Dear colleague,

Your Ge K-edge EXAFS series from 10 to 600 K should give a first-shell distance that grows faster than the lattice parameter. Diffraction gives R, the distance between the mean positions of two atoms. EXAFS gives ⟨r⟩, the mean of their instantaneous distance. Two atoms on springs show the difference exactly.

The general statement. Let Δu = u_B − u_A have component x along the bond and magnitude ρ in the plane normal to it. Then r = √[(R + x)² + ρ²] = R + x + ρ²/2R − xρ²/2R² + (4x²ρ² − ρ⁴)/8R³ + … Because R joins mean positions, ⟨x⟩ = 0, and to second order in the displacements

(1) δ ≡ ⟨r⟩ − R = ⟨Δu⊥²⟩/2R, with ⟨Δu⊥²⟩ = ⟨ρ²⟩ = w_A² + w_B² − 2c w_A w_B.

Here w² is one atom's mean-square displacement normal to the bond, summed over both perpendicular directions, so w² = 2U for an isotropic U per direction, and c = ⟨u_A⊥·u_B⊥⟩/(w_A w_B). Bragg intensities give w_A and w_B but not c, so Busing and Levy (1964) listed cases. Independent motion, c = 0, gives (w_A² + w_B²)/2R. Riding, u_B = u_A + v with v uncorrelated with u_A, has ⟨u_A⊥·u_B⊥⟩ = w_A² and gives (w_B² − w_A²)/2R. The Cauchy-Schwarz inequality |c| ≤ 1 confines δ between (w_B − w_A)²/2R and (w_B + w_A)²/2R. The independent value is the arithmetic mean of these bounds and the riding value their geometric mean.

The model. In each perpendicular direction tie A and B to their sites, standing for the rest of the crystal, by springs K_A and K_B, and to each other by k:

V = ½K_A u_A² + ½K_B u_B² + ½k(u_B − u_A)².

The force-constant matrix Φ has diagonal elements K_A + k and K_B + k, off-diagonal −k, and determinant D = K_A K_B + k(K_A + K_B). Classically the covariance matrix is k_B T Φ⁻¹, whatever the masses:

⟨u_A²⟩ = k_B T (K_B + k)/D, ⟨u_B²⟩ = k_B T (K_A + k)/D, ⟨u_A u_B⟩ = k_B T k/D,

(2) s² ≡ ⟨(u_B − u_A)²⟩ = k_B T (K_A + K_B)/D, 1 − c² = D/(D + k²).

With two equivalent directions ⟨Δu⊥²⟩ = 2s² and δ = s²/R. Every case is contained here. For k = 0 the motion is independent. For K_B = 0, where B is held by A alone, ⟨u_A u_B⟩ = ⟨u_A²⟩ = k_B T/K_A and s² = k_B T/k = ⟨u_B²⟩ − ⟨u_A²⟩, which is riding exactly. The sign of c is that of k, and |c| → 1 needs D/k² → 0, where one mode carries all the motion: the lower bound for k > 0 (a rigid link, for example), the upper one for k < 0 at the edge of instability.

For Ge the atoms are equivalent: mass M, K_A = K_B = K. The normal coordinates (u_A ± u_B)/√2 have ω₊² = K/M and ω₋² = (K + 2k)/M, and their quantum mean-square amplitudes are f± = (ħ/2Mω±) coth(ħω±/2k_B T). Hence

(3) U = (f₊ + f₋)/2, s² = 2f₋, c = (f₊ − f₋)/(f₊ + f₋), δ = 2f₋/R = (1 − c) 2U/R.

The independent value is δ_ind = 2U/R and the upper bound δ_max = 4U/R. The riding value and the lower bound both vanish, since w_A = w_B.

How exact is (1)? The thermal distribution of Δu in a harmonic system is Gaussian, with variance σ² along the bond and s² in each normal direction. For s > σ, write Δu as an isotropic Gaussian vector of variance σ² per direction plus an independent planar one of variance τ² = s² − σ². The isotropic average about a point at distance y has the radial density P(r) = r[exp(−(r − y)²/2σ²) − exp(−(r + y)²/2σ²)]/(yσ√(2π)), whose first moment is

(y + σ²/y) erf(y/σ√2) + σ√(2/π) exp(−y²/2σ²),

that is y + σ²/y up to terms of order exp(−y²/2σ²). For isotropic relative motion (1) thus has no power-law correction. In the planar average y = √(R² + 2τ²t), with t distributed as e^(−t). Integration by parts gives ⟨y⟩ = R + J and the change of variable to y gives ⟨1/y⟩ = J/τ², where J = ∫ exp[−(y² − R²)/2τ²] dy from R to ∞. Adding, δ = J(1 + σ²/τ²):

(4) δ = (s²/τ) √(π/2) exp(R²/2τ²) erfc(R/τ√2) = (s²/R)(1 + ε + 3ε² + …), ε = (σ² − s²)/R².

The series is asymptotic, and its leading term is (1).

Numbers. I take M = 72.63 u and R = 2.450 Å (approximate, held fixed), and three frequencies ν = ω/2π chosen to reproduce behaviour typical of Ge, so the results are the model's and no agreement is claimed for them. For the relative motion I use typical Einstein frequencies, ν₋ = 4.4 THz across the bond and ν∥ = 7.5 THz along it, with σ² = 2f(ν∥). The in-phase frequency ν₊ = 3.0 THz is set to give a typical room-temperature Debye-Waller factor; it yields B = 8π²U = 0.57 Å² at 300 K by construction. These values mean K = 2.67 and k = 1.54 eV/Å², and an effective perpendicular bond constant Mω₋²/2 = K/2 + k = 2.88 eV/Å². All three lie below the optical-phonon frequency 300.9 cm⁻¹ = 9.02 THz (compiled value, Ioffe Institute, 300 K), as averages over the phonon spectrum should. Mean squares are in 10⁻³ Å², corrections in 10⁻³ Å:

T (K) | U | σ² | ⟨Δu⊥²⟩ | c | δ | δ_ind | δ_max
10 | 1.95 | 1.86 | 6.33 | 0.19 | 1.3 | 1.6 | 3.2
100 | 2.89 | 1.96 | 8.07 | 0.30 | 1.6 | 2.4 | 4.7
300 | 7.26 | 3.46 | 18.7 | 0.36 | 3.8 | 5.9 | 11.9
600 | 14.3 | 6.37 | 36.3 | 0.36 | 7.4 | 11.6 | 23.3

At 600 K, ε = −0.20 %, and (4) gives 7.397 against 7.412 × 10⁻³ Å from (1); the exponent R²/2σ² of the dropped terms is 471. The second-order formula is therefore ample, and what decides δ is c.

The 10 K row is zero-point motion: ⟨r⟩ exceeds R even there, and a fit relative to your coldest spectrum sees only the rise, 6.1 × 10⁻³ Å up to 600 K, where independent motion would give 10.0 × 10⁻³ Å and riding nothing. The correlation is not a constant of the bond. It runs from (ν₋ − ν₊)/(ν₋ + ν₊) at T = 0, where f ∝ 1/ω, to k/(K + k) = 0.365 in the classical limit, where f ∝ 1/ω². No single Busing-Levy case, and no fixed fraction of one, covers your range.

The consequence for expansion is large. With the linear coefficient α = 5.7 × 10⁻⁶ K⁻¹ at 293 K (compiled value, Kaye and Laby Online, NPL), dR/dT = αR = 1.4 × 10⁻⁵ Å/K. From (3), dδ/dT = (2/R) df₋/dT = 1.2 × 10⁻⁵ Å/K at the same temperature. The model's bond expansion (1/R) d⟨r⟩/dT is then 10.5 × 10⁻⁶ K⁻¹, or 1.8 times the lattice value; independent motion would give 13.4 × 10⁻⁶ K⁻¹.

Two terms lie outside the model. Anharmonicity makes ⟨xρ²⟩ nonzero. Since ⟨x⟩ = 0 this is a covariance, at most σ times the standard deviation of ρ², which for a Gaussian equals ⟨ρ²⟩. The term −⟨xρ²⟩/2R² is therefore no more than about σ/R of δ, 3 % at 600 K, which is why δ is tabulated no finer than 10⁻⁴ Å. The other term rivals δ itself. The EXAFS signal weights the distribution of r by exp(−2r/λ)/r², with λ the photoelectron mean free path, and to first order in σ² a weight shifts the mean by σ² times its logarithmic derivative, here −(2σ²/R)(1 + R/λ). The 1/r² part alone is −2.8 × 10⁻³ Å at 300 K and −5.2 × 10⁻³ Å at 600 K, opposite in sign to δ. Make sure that your first cumulant refers to the real distribution, with this shift removed.

Once it does, read (1) backwards. The rise of ⟨Δu⊥²⟩ from your coldest temperature is 2R times the difference between the rise of ⟨r⟩ and the rise of R. An Einstein fit 4f₋(T) to that rise fixes ν₋ and with it the zero-point part, and the diffraction U then gives c = 1 − ⟨Δu⊥²⟩/4U.